Dear Marta,

the through-thickness stress I first worked out for your copper plate is wrong. I set that calculation down here because the slip in it is easy to repeat and passes the check one runs first. **Section 2 is the faulty attempt, and none of its results should be used.** The mended values are in Sections 5 and 6.

## 1. Model, conventions and trial field

The plate has thickness $2h = 20$ mm and a through hole of radius $a = 1$ mm along $z$. It is much wider than the hole and is pulled along $x$ with a remote stress $S = 20$ MPa. These are my assumed values for your planned diffraction scan of the mid-plane, and I assume the metal stays elastic. Tension is positive, components are Cartesian unless marked with $r,\theta$, repeated indices are summed, $\theta$ is counted from the load axis, and $f_i$ is body force per volume, so that equilibrium reads $\partial_j\sigma_{ij} + f_i = 0$. Two symbols must be kept apart: the trace $\Theta = \sigma_{kk}$ and the mean stress $\sigma_m = \Theta/3$.

I treat the copper as an untextured polycrystal with grains much smaller than $a$. The measured room-temperature constants compiled by Blaschke are $C_{11} = 168.3$, $C_{12} = 121.2$ and $C_{44} = 75.7$ GPa. They give $K = (C_{11}+2C_{12})/3 = 136.9$ GPa and, with $C_{11}-C_{12} = 47.1$ GPa, the Voigt and Reuss shear moduli

$$G_V = \frac{C_{11}-C_{12}+3C_{44}}{5} = 54.84\ \text{GPa},\qquad G_R = \frac{5(C_{11}-C_{12})C_{44}}{4C_{44}+3(C_{11}-C_{12})} = 40.14\ \text{GPa}.$$

The Hill mean is $G = 47.49$ GPa. From $\nu = (3K-2G)/[2(3K+G)]$ and $E = 9KG/(3K+G)$ I get $\nu = 0.345$ and $E = 128$ GPa, which I use throughout. The Voigt value gives $\nu = 0.323$, $E = 145$ GPa, and the Reuss value $\nu = 0.366$, $E = 110$ GPa.

For the in-plane stresses I take Kirsch's field, generated through $\sigma_{xx} = \partial_y^2\phi$, $\sigma_{yy} = \partial_x^2\phi$, $\sigma_{xy} = -\partial_x\partial_y\phi$ by the Airy function

$$\phi = \frac{S}{4}\left[r^2 - 2a^2\ln r - \frac{(r^2-a^2)^2}{r^2}\cos 2\theta\right].$$

It satisfies equilibrium with $f_i = 0$ identically, tends to $\sigma_{xx} = S$ far away, and has $\sigma_{rr} = \sigma_{r\theta} = 0$ and $\sigma_{\theta\theta} = S(1-2\cos2\theta)$ at $r = a$. The in-plane sum is

$$s = \sigma_{xx}+\sigma_{yy} = \nabla^2\phi = S - 2S\frac{a^2}{r^2}\cos2\theta ,$$

which is harmonic, because $\cos2\theta/r^2 = \mathrm{Re}\,(x+iy)^{-2}$.

Far from the faces nothing should depend on $z$, so I complete the trial field with $\sigma_{xz} = \sigma_{yz} = 0$ and

$$\sigma_{zz} = \kappa\,(s - S),$$

with $\kappa$ unknown. The constant makes $\sigma_{zz}$ vanish far from the hole, where the plate is free to thin. Equilibrium along $z$ holds for any $\kappa$, so compatibility has to fix it. One pair of derivatives does all the work. Since $\partial_x^2\,\mathrm{Re}\,(x+iy)^{-2} = 6\cos4\theta/r^4$ and $s$ is harmonic,

$$\partial_x^2 s = -12\,S a^2\frac{\cos4\theta}{r^4},\qquad \nabla^2\sigma_{xx} = \partial_y^2\nabla^2\phi = \partial_y^2 s = -\partial_x^2 s .$$

The same argument for the other components gives $\nabla^2\sigma_{\alpha\beta} = -\partial_\alpha\partial_\beta s$ for $\alpha,\beta \in \{x,y\}$.

## 2. The faulty attempt (wrong)

I wrote the Beltrami–Michell equations without body force from memory, in terms of the mean stress, since that is what you wanted mapped:

$$\nabla^2\sigma_{ij} + \frac{1}{1+\nu}\,\partial_i\partial_j\sigma_m = 0 \qquad \textbf{(wrong)}$$

As a check I took the trace. It gives $[3 + 1/(1+\nu)]\nabla^2\sigma_m = 0$, so $\sigma_m$ is harmonic, as I knew it should be, and I went on. The trial field has $\sigma_m = [s+\kappa(s-S)]/3$. The $zz$ component reduces to $\kappa\nabla^2 s = 0$ and is satisfied, the $xz$ and $yz$ components are empty, and the in-plane ones become

$$\left[-1 + \frac{1+\kappa}{3(1+\nu)}\right]\partial_\alpha\partial_\beta s = 0 \quad\Rightarrow\quad \kappa = 2+3\nu = 3.035 \qquad \textbf{(wrong)}$$

At the hole edge $s - S = -2S\cos2\theta$, so this attempt gives $\sigma_{zz} = +6.07\,S = 121$ MPa at $\theta = 90^\circ$, about twice the hoop stress of $3S = 60$ MPa at that point. All components of my equation vanished everywhere, and the field looked tested.

## 3. What gives it away

**The limit $\nu \to 0$.** Hooke's law is $E\varepsilon_{ij} = (1+\nu)\sigma_{ij} - \nu\,\delta_{ij}\Theta$. For $\nu = 0$ in-plane stress produces no strain along $z$, so there is no uneven thinning for the surrounding metal to resist and $\kappa$ must vanish. The attempt gives $\kappa = 2$.

**The strain cannot come from a displacement.** Hooke's law along $z$ gives

$$E\varepsilon_{zz} = \sigma_{zz} - \nu s = -\nu S + (\kappa-\nu)(s-S).$$

One of the Saint-Venant conditions is $\partial_x^2\varepsilon_{zz} + \partial_z^2\varepsilon_{xx} = 2\,\partial_x\partial_z\varepsilon_{xz}$. In the trial field nothing depends on $z$, so it demands $\partial_x^2\varepsilon_{zz} = 0$. With $\kappa - \nu = 2(1+\nu) = 2.69$ the attempt has $E\,\partial_x^2\varepsilon_{zz} = -24(1+\nu)Sa^2\cos4\theta/r^4$. Neighbouring fibres along $z$ would lengthen by different amounts with no shear between them, and in a thick plate the pieces would not fit together. A field that passes a compatibility test and violates compatibility condemns the test.

**The equation contradicts itself once a body force is allowed.** I show this in the next section, where the right-hand side is available.

The trace check was blind for a simple reason. For $f_i = 0$ an equation $\nabla^2\sigma_{ij} + b\,\partial_i\partial_j\Theta = 0$ has the trace $(1+b)\nabla^2\Theta = 0$, which makes $\Theta$ harmonic for every $b \neq -1$. The check contains no information about $b$.

## 4. The faulty line, found by deriving it

For $\varepsilon_{ij} = \tfrac12(\partial_i u_j + \partial_j u_i)$ direct substitution verifies the contracted Saint-Venant conditions

$$\nabla^2\varepsilon_{ij} + \partial_i\partial_j\varepsilon_{kk} - \partial_i\partial_k\varepsilon_{kj} - \partial_j\partial_k\varepsilon_{ki} = 0 ,$$

which in three dimensions are equivalent to the full set. Insert Hooke's law, whose trace is $E\varepsilon_{kk} = (1-2\nu)\Theta$. By equilibrium $E\,\partial_k\varepsilon_{kj} = -(1+\nu)f_j - \nu\,\partial_j\Theta$. Collecting terms,

$$(1+\nu)\nabla^2\sigma_{ij} - \nu\,\delta_{ij}\nabla^2\Theta + \big[(1-2\nu)+2\nu\big]\partial_i\partial_j\Theta + (1+\nu)(\partial_i f_j+\partial_j f_i) = 0 .$$

The bracket equals one, and it multiplies the trace, because the trace is what enters Hooke's law. Contracting $i$ with $j$ gives $(1+\nu-3\nu+1)\nabla^2\Theta + 2(1+\nu)\nabla\!\cdot\! f = 0$, that is

$$\nabla^2\Theta = -\frac{1+\nu}{1-\nu}\,\nabla\!\cdot\! f .$$

Using this to remove $\nabla^2\Theta$ and dividing by $1+\nu$ yields the Beltrami–Michell equations:

$$\nabla^2\sigma_{ij} + \frac{1}{1+\nu}\,\partial_i\partial_j\Theta = -\frac{\nu}{1-\nu}\,\delta_{ij}\nabla\!\cdot\! f - (\partial_i f_j+\partial_j f_i).$$

The faulty line is therefore the first equation of Section 2. With $\Theta = 3\sigma_m$ the second term is $\frac{3}{1+\nu}\partial_i\partial_j\sigma_m$. I kept the coefficient that belongs to the trace and the symbol of the mean, and the term came out three times too small.

Now the self-contradiction. Write the coefficient of $\partial_i\partial_j\Theta$ as $b$ and keep the right-hand side. The trace of the equation gives $(1+b)\nabla^2\Theta = -\frac{2+\nu}{1-\nu}\nabla\!\cdot\! f$. Its divergence $\partial_j$, with equilibrium, loses $-\nabla^2 f_i$ from both sides and gives $b\,\partial_i\nabla^2\Theta = -\frac{1}{1-\nu}\partial_i\nabla\!\cdot\! f$. For a non-uniform $\nabla\!\cdot\! f$ the two agree only if $(2+\nu)/(1+b) = 1/b$, which means $b = 1/(1+\nu)$. For copper both routes then give the coefficient $(1+\nu)/(1-\nu) = 2.05$ of $-\nabla\!\cdot\! f$. With $b = 1/[3(1+\nu)]$ the trace gives $3(1+\nu)(2+\nu)/[(4+3\nu)(1-\nu)] = 2.87$ and the divergence gives $3(1+\nu)/(1-\nu) = 6.16$. This two-line test recovers the coefficient whenever memory is in doubt.

## 5. The mended calculation

With $\Theta = s + \kappa(s-S)$ the in-plane components read

$$\left[-1+\frac{1+\kappa}{1+\nu}\right]\partial_\alpha\partial_\beta s = 0 \quad\Rightarrow\quad \kappa = \nu ,$$

and the other components hold as before. Hence

$$\sigma_{zz} = \nu(s-S) = -2\nu S\frac{a^2}{r^2}\cos2\theta,\qquad \varepsilon_{zz} = -\frac{\nu S}{E}.$$

All symptoms are gone: $\kappa$ vanishes with $\nu$, and the strain along $z$ is uniform and equal to the thinning of the plate far from the hole. This is generalised plane strain.

The slip also cuts the other way. Fed with the correct field, the faulty $xx$ equation at $r = a$, $\theta = 90^\circ$ has $\nabla^2\sigma_{xx} = 12S/a^2 = 240$ MPa/mm² and a second term of $-80$ MPa/mm² in place of $-240$ MPa/mm². The residual of 160 MPa/mm² is two thirds of the leading term and would have made me reject the right solution.

Two points complete the test. First, the equations are local, and around a hole they do not guarantee single-valued displacements. A term $r^2\ln r$ in $\phi$ would pass them and yet describe a plate with a wedge cut out or forced in. Our $\phi$ contains only $r^2$, $\ln r$ and the $\cos 2\theta$ terms, all of which integrate to single-valued displacements. Second, whenever $\nabla\!\cdot\! f = 0$, which includes uniform gravity, the mean stress is harmonic and, unless constant, takes its extrema on the boundary of the body. Here $\sigma_m = [s+\nu(s-S)]/3$ tends to $S/3$ far away and has its maximum $(1+2\nu/3)S = 1.23\,S$ and its minimum $-(1+2\nu)S/3 = -0.56\,S$ on the hole wall. Within this mid-plane field there is no buried peak of hydrostatic stress for you to look for.

## 6. Size of the error

At the hole edge $\sigma_{rr} = 0$ and the shears vanish, so the von Mises stress obeys $\sigma_{vM}^2 = \sigma_{\theta\theta}^2 + \sigma_{zz}^2 - \sigma_{\theta\theta}\sigma_{zz}$. As a function of $\cos2\theta$ this is a convex quadratic, so its maximum lies at $\theta = 90^\circ$, where $\sigma_{vM}^2/S^2 = 9 - 6\kappa+4\kappa^2$, or at $\theta = 0$, where it is $1-2\kappa+4\kappa^2$. The difference is $8-4\kappa$ and changes sign at $\kappa = 2$. The model's values for $\nu = 0.345$, $E = 128$ GPa and $S = 20$ MPa are:

| mid-plane, $r = a$ | mended | faulty |
|---|---|---|
| $\kappa$ | 0.345 | 3.035 |
| $\sigma_{zz}/S$ at $90^\circ$ | 0.69 | 6.07 |
| $\sigma_{zz}$ at $90^\circ$, MPa | 14 | 121 |
| $\sigma_m/S$ at $90^\circ$ | 1.23 | 3.02 |
| $\sigma_{vM}/S$ at $90^\circ$ | 2.72 | 5.26 |
| $\sigma_{vM}/S$ at $0^\circ$ | 0.89 | 5.64 |
| peak $\sigma_{vM}$, MPa | 54 | 113 |
| $\varepsilon_{zz}$ at $90^\circ$, $10^{-4}$ | −0.54 | +7.9 |
| $\varepsilon_{zz}$ at $0^\circ$, $10^{-4}$ | −0.54 | −8.9 |

The lost factor 3 acts on $1+\kappa$, which rises from 1.345 to 4.035, so $\sigma_{zz}$ itself is too large by a factor 8.8 everywhere. The peak von Mises stress is too large by a factor 2.1 and sits in the wrong place: on the load axis, where the true value is below $S$, and not at the flanks of the hole. For a yield stress $Y$ the attempt predicts first yield in the mid-plane at $S = 0.18\,Y$, the mended field at $S = 0.37\,Y$. You would have run at about half the permissible load and watched the wrong part of the wall. The elastic assumption at 20 MPa needs $Y$ above about 54 MPa, which you should confirm for your temper.

None of the model's own limits comes near this error.

*Faces.* The mended field leaves a normal traction $-2\nu S(a/r)^2\cos2\theta$ on the faces $z = \pm h$, which are really free. The field that cancels it is of order $\nu S$ within about one radius of a face, where my solution does not apply. At depth $h \gg a$ the load has strength $\nu S a^2$ and the only length is $h$, so by scaling the mid-plane stresses change by order $\nu(a/h)^2 S = 0.003\,S$ times a numerical factor that I have not computed. The third figure of the stress ratios belongs to the limit $a/h \to 0$, not to your plate.

*Averaging.* Between the Voigt and Reuss constants $\sigma_{zz}/S$ at $90^\circ$ runs from 0.65 to 0.73, the peak $\sigma_{vM}/S$ from 2.73 to 2.71, and $\varepsilon_{zz}$ from $-0.45$ to $-0.67$ in units of $10^{-4}$.

*Anisotropy.* The compiled constants give a Zener ratio $2C_{44}/(C_{11}-C_{12}) = 3.21$. A rolled plate with strong texture is then not isotropic and the equations above do not hold strictly, and the lattice strain of a given reflection differs from the macroscopic strain and must be converted with the diffraction elastic constants of that reflection.

For the scan, the sharpest statement does not depend on the averaging scheme. In the isotropic model $\varepsilon_{zz}$ in the mid-plane is flat all around the hole, at the model's $-0.54\times10^{-4}$ for 20 MPa, whereas the faulty field would swing with $\cos2\theta$ between $+7.9\times10^{-4}$ and $-8.9\times10^{-4}$ at the wall.

With best regards,
Jonas